# How deep is the lowest valence band of InAs?

Naively, the lowest valence band should rise from the centre of the Brillouin zone like the energy of a free electron, in proportion to the square of the wave vector. In InAs that picture soon runs out. Extrapolated to the zone centre, the band lies roughly 12 eV below the Fermi energy. Away from there it climbs by about 2 eV, but then it stops climbing although the wave vector still grows. Its height follows how well the neighbours of an arsenic atom keep in step, and this can be worked out with six cosines.

InAs in a 2-atom cell, atoms shifted at random by about 0.05 Å, computed with FLEUR MaX-R8.1 (later development tree) using all-electron LAPW and PBE, without spin polarisation or spin-orbit coupling. The k mesh is 8×8×8, Kmax 3.86 bohr⁻¹ and the Fermi-Dirac smearing 0.05 eV. Levels are numbered outwards from the Fermi energy, which is the zero of energy.

| point a (reciprocal cell vector) | point b (reciprocal cell vector) | point c (reciprocal cell vector) | level point (row) | level under 4 (eV) | level under 3 (eV) | level under 2 (eV) | level under 1 (eV) | level over 1 (eV) |
| --- | --- | --- | --- | --- | --- | --- | --- | --- |
| 0.0000 | 0.0000 | 0.0000 | 1 | -0.225 | -0.100 | -0.036 | -0.025 | 3.843 |
| 0.0000 | 0.5000 | 0.5000 | 2 | -9.919 | -5.910 | -2.399 | -2.384 | 1.491 |
| 0.1250 | 0.2500 | 0.1250 | 3 | -11.530 | -2.965 | -1.162 | -0.274 | 1.782 |
| 0.2500 | 0.1250 | 0.3750 | 4 | -10.974 | -4.271 | -2.063 | -1.133 | 2.785 |
| 0.3750 | 0.0000 | 0.0000 | 5 | -10.776 | -5.199 | -0.974 | -0.901 | 0.989 |
| 0.3750 | 0.6250 | 0.0000 | 6 | -9.941 | -5.760 | -3.332 | -2.030 | 2.034 |
| 0.5000 | 0.2500 | 0.7500 | 7 | -9.867 | -5.766 | -3.028 | -2.938 | 4.184 |

## Reading the table

The columns "point a", "point b" and "point c" tell how the electron wave changes from one crystal cell to the next. A value of 0.25 means a quarter turn of phase, or 90°, for one step along that cell edge. In rows 2 to 7, "level under 4" is the lowest of the four valence bands, and its energy is counted from the Fermi energy. By ordinary chemistry this band is mainly As 4s.

Rows 2, 6 and 7 show where the parabola fails. They lie on the zone boundary, row 2 at the point called X and row 7 at W. The square of the wave vector grows by a quarter from X to W, yet the level stays within 0.1 eV of −9.9 eV in all three rows.

## Neighbours in step

Each As atom has four In neighbours. One can be placed in the same cell, and the other three are reached by one step along each cell edge. Their phases are therefore 0, a, b and c, in full turns. At the zone centre all four are in step, while at X two of them oppose the other two.

An As 4s orbital has the same sign in every direction, and so does an In 5s orbital. The four In 5s orbitals therefore act on the As atom together when they are in step, and cancel when they are not. Levels that mix repel each other, and the As level, being the lower one, is pushed down. As long as the coupling is small compared with the separation of the levels, the push goes with the square of the summed amplitude. It is then proportional to the in-step share g, which runs from 0 for full cancellation to 1 for perfect step.

The In 5p orbitals do the opposite. A p orbital has a positive and a negative lobe, so its contributions add up when the neighbours are out of step in the matching pattern. Taken over the three p orbitals, the push is proportional to 1 − g. It is the weaker of the two, because In 5p lies higher than In 5s, further from As 4s, and only part of each p orbital points along a bond.

The energy then follows in one line, where A is the level before mixing and B and C are the full pushes by In s and In p:

E = A − B g − C (1 − g) = (A − C) − (B − C) g

Direct coupling between the s orbitals of nearest As atoms also varies linearly with g. The slope is thus the net result of several couplings and must not be read as the strength of one bond. This mechanism is argued from theory; what the table can test is the straight line.

## The rule

The square of a sum of four waves contains one cosine for each pair of waves, and four neighbours form six pairs:

S = cos a + cos b + cos c + cos(a − b) + cos(a − c) + cos(b − c)

g = (2 + S)/8

**E ≈ −9.9 eV − 2.3 eV × g**

Each full turn counts as 360° in the cosines. The two constants are rounded from a least-squares fit to rows 2 to 7. The first is the level where the neighbours cancel, and the second is the further depth gained when they are all in step.

## Two rows by hand

Row 4 lies halfway between the zone centre and W. Its phases are 90°, 45° and 135°, and their differences are 45°, −45° and −90°.

S = 0 + 0.707 − 0.707 + 0.707 + 0.707 + 0 = 1.414

g = 3.414/8 = 0.427

E ≈ −9.9 − 2.3 × 0.427 = −10.88 eV

The calculation has −10.974 eV, so the estimate is about 0.1 eV too high. This is the largest miss of the rule in rows 2 to 7.

Row 5 lies on the line from the zone centre to the point L. One phase is 135° and the other two are zero.

S = −0.707 + 1 + 1 − 0.707 − 0.707 + 1 = 0.879

g = 2.879/8 = 0.360

E ≈ −9.9 − 2.3 × 0.360 = −10.73 eV

The table has −10.776 eV. Both rows were part of the fit, so they show how to use the rule and are not independent tests of it.

The same steps serve for points between the tabulated ones. At L itself one phase is 180° and the others are zero, so the cosines sum to zero and g is one quarter. The rule then puts the level near −10.5 eV. In another crystal of the same structure g would be computed in the same way, but the two constants would have to be found anew.

## How good it is

Over rows 2 to 7 the rule is typically off by 0.05 eV, while the level itself varies by 1.7 eV. When each row in turn is left out of the fit and then predicted, the typical error rises to about 0.09 eV. This second figure is the fairer guide for a new point. A parabola in the wave vector, fitted to the same rows with as many constants, does more than twice as badly on both counts. The output printed below gives both fits.

Differences of a few hundredths of an eV deserve no explanation here. The atoms in this cell were shifted at random by about 0.05 Å from their ideal sites, whereas the rule assumes four equivalent neighbours.

The slope also seems to weaken as the neighbours come into step. It is about 2.5 eV per unit of g between rows 2 and 4, and about 1.8 eV between rows 4 and 3. A likely reason is that the repulsion between two levels grows less than quadratically once their coupling is no longer small compared with their separation. Six points are too few to settle this.

## Where it stops

The first limit is the zone centre. There g is 1 and the straight line gives −12.2 eV; continuing with the weaker slope gives −12.0 eV. Both are extrapolations, and row 1 cannot check them, because its "level under 4" at −0.225 eV belongs to another band. Four levels crowd just below the Fermi energy in that row, so counting four down does not reach the As 4s band.

The crowding has a known cause. Three of the four levels should be the p-like top of the valence bands, and the fourth an s-like level that is empty in the real semiconductor. PBE tends to close the small gap of InAs and lets this level sink among the others. Spin-orbit coupling is left out of the calculation, but it would raise the top of the valence bands and so would not put the s-like level back above them.

This matters for the constant −9.9 eV, which is counted from a Fermi energy just above the four crowded levels of row 1. A method that opens the gap may place its zero elsewhere, and the constant would move with it. Differences between k-points within the band do not depend on that choice.

The second limit is the kind of band. X and W both have g = 0, so any rule that uses g alone must give them the same energy. The As 4s band obeys to 0.05 eV, but the highest valence level differs by about 0.6 eV between the two points, and the lowest empty level by 2.7 eV. The second-lowest valence level differs by only 0.14 eV between X and W, but the share fails for it elsewhere: in rows 4 and 5 the shares differ by only 0.07, yet this level differs by 0.9 eV. The upper valence bands are built largely from p orbitals, which point in definite directions, so their energy depends on which neighbours are out of step and not only on the share g. In this table a single share is enough for the lowest band, which is made mainly from one round orbital per cell, but not for the other levels shown.

Output of the analysis:

```
fit of level_under_4 on 6 rows (deep): constant -9.909 +/- 0.033, coefficient of g -2.311 +/- 0.087; rms 0.0475, worst 0.25 0.0785, leave-one-out rms 0.0929
  rows outside the fit (model, value, miss): 0.0 -12.22, -0.225, -12
fit of level_under_4 on 6 rows (deep): constant -11.51 +/- 0.13, coefficient of k2 1.426 +/- 0.16; rms 0.137, worst 0.125 0.201, leave-one-out rms 0.222
  rows outside the fit (model, value, miss): 0.0 -11.51, -0.225, -11.3
Rule of thumb in eV (row 1 is another band):
    row  cosine_sum  share_g  rule_eV  rule_less_table_eV
    0.0           6        1    -12.2              -11.97
    0.0          -2        0     -9.9               0.019
  0.125       3.828   0.7286   -11.58            -0.04567
   0.25       1.414   0.4268   -10.88             0.09241
  0.375      0.8787   0.3598   -10.73             0.04838
  0.375      -1.828  0.02145   -9.949           -0.008327
    0.5          -2        0     -9.9              -0.033
Largest miss of the rounded rule in rows 2-7 (eV): 0.09241
Rms miss of the rounded rule in rows 2-7 (eV): 0.04914
Spread of the deep level over rows 2-7 (eV): 1.663
Row 2 less row 7, level under 4 (eV): -0.052
Row 2 less row 7, level under 3 (eV): -0.144
Row 2 less row 7, level under 2 (eV): 0.629
Row 2 less row 7, level under 1 (eV): 0.554
Row 2 less row 7, level over 1 (eV): -2.693
Slope per unit g from row 2 to row 4 (eV): -2.472
Slope per unit g from row 4 to row 3 (eV): -1.842
Deep level at zone centre extrapolated with the slope from row 4 to row 3 (eV): -12.03
Span of the four levels under the Fermi energy in row 1 (eV): 0.2
```
